## A good bulk modulus beside a poor shear constant

The computed shear constant $C_{44}$ of aluminium is 38 GPa, while the measured one is 29 GPa. That is an excess of almost a third, in a table where the bulk modulus and $C_{11}$ agree with experiment to a few per cent and $C_{12}$ to about a tenth. All these computed values come from the same crystal, the same functional and the same run. The large excess therefore belongs to one kind of deformation.

Computed elastic constants of fcc aluminium (one-atom cell) from Ansatz 0.2.0: DFT with the PBEsol functional, scalar-relativistic, without spin polarisation, in plane waves with PAW. The cutoff is 420 eV, the k mesh 20×20×20 and the Fermi-Dirac smearing 0.15 eV wide; the strain amplitude is 0.005, with ions relaxed. The rows were drawn from a pool: of 90 crystals with a measured lattice constant, 2 whose relaxed edge lies over 5 % from it were taken for other phases and got no table, so the agreement shown is better than for the whole pool.

```tsv
row	computed constant (GPa)	what it is	measured constant (GPa)	label in the paper, method, sample	source
1	n/a	n/a	29	C44; literature experiment; bulk crystal	pmc:3831299 (2013)
2	38	C44 on the cell's Cartesian axes	n/a	n/a	n/a
3	n/a	n/a	61	C12; literature experiment; bulk crystal	pmc:3831299 (2013)
4	67	C12 on the cell's Cartesian axes	n/a	n/a	n/a
5	n/a	n/a	76.9	bulk modulus; literature experiment; bulk crystal	pmc:3831299 (2013)
6	81.7	bulk modulus (Hill)	n/a	n/a	n/a
7	n/a	n/a	107	C11; literature experiment; bulk crystal	pmc:3831299 (2013)
8	111	C11 on the cell's Cartesian axes	n/a	n/a	n/a
```

### Three independent stiffnesses

A cubic crystal can be deformed in three basically different ways. It can be compressed equally from all sides, which the bulk modulus $B$ resists. It can be stretched along one cube edge and narrowed along the others at constant volume, which is resisted by $C'=(C_{11}-C_{12})/2$. Or the right angles between the cube edges can be tilted, which is resisted by $C_{44}$.

The two remaining constants of the table are mixtures of the first two stiffnesses. $C_{11}$ is the stress along a cube edge when the crystal is stretched along that edge with its sides held, and $C_{12}$ is the stress that then appears on the sides. From $B=(C_{11}+2C_{12})/3$ and the definition of $C'$ it follows that

$$C_{11}=B+\tfrac{4}{3}C',\qquad C_{12}=B-\tfrac{2}{3}C'.$$

$C_{44}$ appears in neither expression. A correct bulk modulus and a correct $C_{11}$ are thus no evidence for a correct $C_{44}$.

This separation holds only along the cube edges, and the one-atom cell of a cubic crystal may be turned against them, which would mix $C'$ with $C_{44}$. Here it is not: the full computed set of constants has the same $C_{11}$, $C_{12}$ and $C_{44}$ for all three axes and zeros elsewhere, a form that a crystal with two unequal shears shows only along its cube edges.

### How the failure shows itself

The tetragonal stiffness $C'$ is 22 GPa in the calculation and 23 GPa in the measurement. With constants rounded to whole GPa, this difference of 1 GPa deserves little weight by itself. What matters is that $C'$ has no share in the large excess of $C_{44}$. The calculation doesn't make aluminium too stiff against shear in general, only against one of its two shears.

The same separation explains why $C_{11}$ looks best of all. The bulk modulus formed from $C_{11}$ and $C_{12}$ is 5.3 GPa too high, which pushes $C_{11}$ up, and the low $C'$ takes 1.3 GPa back, leaving an error of 4 GPa. In $C_{12}$ the low $C'$ enters with the opposite sign, so the two errors add up to 6 GPa. The small error of $C_{11}$ comes in part from this cancellation.

The most telling single number is the ratio $C_{44}/C'$, which equals one in a material that is equally stiff in all directions. The measured constants give 1.26, so real aluminium is nearly isotropic. The computed ones give 1.73. An error that scaled all stiffnesses alike would leave this ratio unchanged, which makes it a sharper test than any constant taken alone.

For aluminium interconnects the distinction has a practical side. A film on a silicon wafer is strained equally in both in-plane directions when the temperature changes, and its stress per strain is the biaxial modulus. In a film with (100) planes parallel to the wafer this modulus depends only on $B$ and $C'$, and the computed constants give 97 GPa against 98 GPa from the measured ones. In a (111) film, the usual texture of such lines, it depends on $B$ and $C_{44}$, and the computed constants give an elastic stress about 22% above that from the measured ones. Part of that gap is temperature, and the close match for (100) owes much to a high $B$ and a low $C'$ offsetting each other.

### What temperature accounts for

The calculation describes a lattice at rest, although the Fermi-Dirac smearing gives its electrons a temperature well above the melting point of aluminium. The table states no temperature for the measured constants, but they match the usual room-temperature values. Warming softens a metal, so part of the excess is to be expected. A rough recalled low-temperature value of $C_{44}$ is 32 GPa, which leaves about 6 of the 9 GPa. The corresponding value of $C'$ is about 26 GPa, so the computed $C'$ now falls short by about 4 GPa. A fair comparison thus reduces the error of one shear and brings out an error of opposite sign in the other. The computed cell is also slightly smaller than the real cold crystal, which stiffens all constants; this can take a further part of the excess in $C_{44}$ and $B$, but it cannot explain a low $C'$.

### Why the shears of a metal are delicate

Errors of opposite sign call for a cause that can tell the two shears apart, and the conduction electrons are the natural candidate. In aluminium the Fermi surface, which separates filled from empty states, cuts through the faces of the Brillouin zone. Near these faces the lattice bends the bands and opens small gaps. The energies there depend on the spacing of the atomic planes to which the faces belong.

A shear changes these spacings unequally. Tilting the cube angles brings some {111} planes closer together and moves others apart, while the {200} spacings stay the same to first order. The tetragonal shear does the reverse. In either case states near some faces rise in energy and states near others fall, and electrons flow from the raised states to the lowered ones. This flow lowers the energy of the strained crystal and so softens it, by an amount that differs between the two shears.

Uniform compression keeps all faces of one family equivalent, so no such flow arises among them. The bulk modulus is therefore the more forgiving quantity. In an insulator, with no Fermi surface, this source of softening is absent.

### Is the Fermi surface sampled finely enough?

The flow takes place in a thin shell of states around the Fermi energy, and the calculation sees that shell only at the points of its mesh. Free electrons give an estimate of how coarse the view is. Three electrons in 16.20 Å³ have the Fermi wave number

$$k_F=\left(\frac{3\pi^2\cdot 3}{16.20}\right)^{1/3}\approx 1.76\ \text{Å}^{-1}.$$

The energy there rises with wave number at the rate $\hbar^2k_F/m\approx 7.6\times1.76\approx 13$ eV Å. The cube edge is $a=(4\times16.20)^{1/3}\approx 4.0$ Å, and neighbouring points of the mesh lie $2\pi\sqrt{3}/(20a)\approx 0.14$ Å$^{-1}$ apart. Along the direction of steepest rise, the energy thus changes by about 1.8 eV from one point to the next.

The smearing spreads the edge between filled and empty states over only about 0.5 eV. Along such a line most steps jump across the whole shell, and the result relies on averaging over many lines. That average may serve well for the total energy and still be poor for a shear constant. The mesh deforms with the cell, so a shear moves some points into the shell and others out of it. Even a free-electron gas, which has no shear stiffness at all, acquires a spurious one on a finite mesh, different for the two shears, and the flow between zone faces is sampled just as unevenly.

Coarse sampling is therefore a plausible cause of the wrong $C_{44}$. The run itself gave no warning about its mesh. The makers of the data do caution that such metals are sensitive to it, but that rests on their tests on other systems, not on this calculation. The cause thus remains untested here, and the estimate gives neither the sign nor the size of the error. The functional itself could also be at fault. A series of meshes would separate the two; a single denser one is not enough, because a sampling error of this kind swings in sign and size from one mesh to the next. If $C_{44}$ scatters and then settles nearer the measured value while $B$ stays put, the sampling is to blame, and if neither moves, suspicion passes to the smearing and the functional.

The differences, ratios and film moduli used here are in the printed output below; apart from the two comparisons with recalled low-temperature values, they follow from the tabulated constants by exact elastic relations, with no adjustable parameter.

The analysis program printed:

```
C44 computed less measured, GPa: 9
C44 excess, percent: 31.03
C12 computed less measured, GPa: 6
C12 excess, percent: 9.836
bulk modulus computed less measured, GPa: 4.8
bulk modulus excess, percent: 6.242
C11 computed less measured, GPa: 4
C11 excess, percent: 3.738
tetragonal shear stiffness C' computed, GPa: 22
tetragonal shear stiffness C' measured, GPa: 23
C' computed less measured, GPa: -1
share of the C11 error from the bulk modulus (from C11 and C12), GPa: 5.333
share of the C11 error from C', GPa: -1.333
anisotropy C44/C' computed: 1.727
anisotropy C44/C' measured: 1.261
biaxial modulus of a (100) film from computed constants, GPa: 97.12
biaxial modulus of a (100) film from measured constants, GPa: 98.45
biaxial modulus of a (111) film from computed constants, GPa: 140.7
biaxial modulus of a (111) film from measured constants, GPa: 115.5
(100) film modulus excess, percent: -1.352
(111) film modulus excess, percent: 21.83
C44 computed less rough recalled low-temperature value, GPa: 6
C' computed less rough recalled low-temperature value, GPa: -4
free-electron energy step between neighbouring mesh points along the Fermi velocity, eV: 1.82
full width at half height of the Fermi-Dirac smearing, eV: 0.525
```
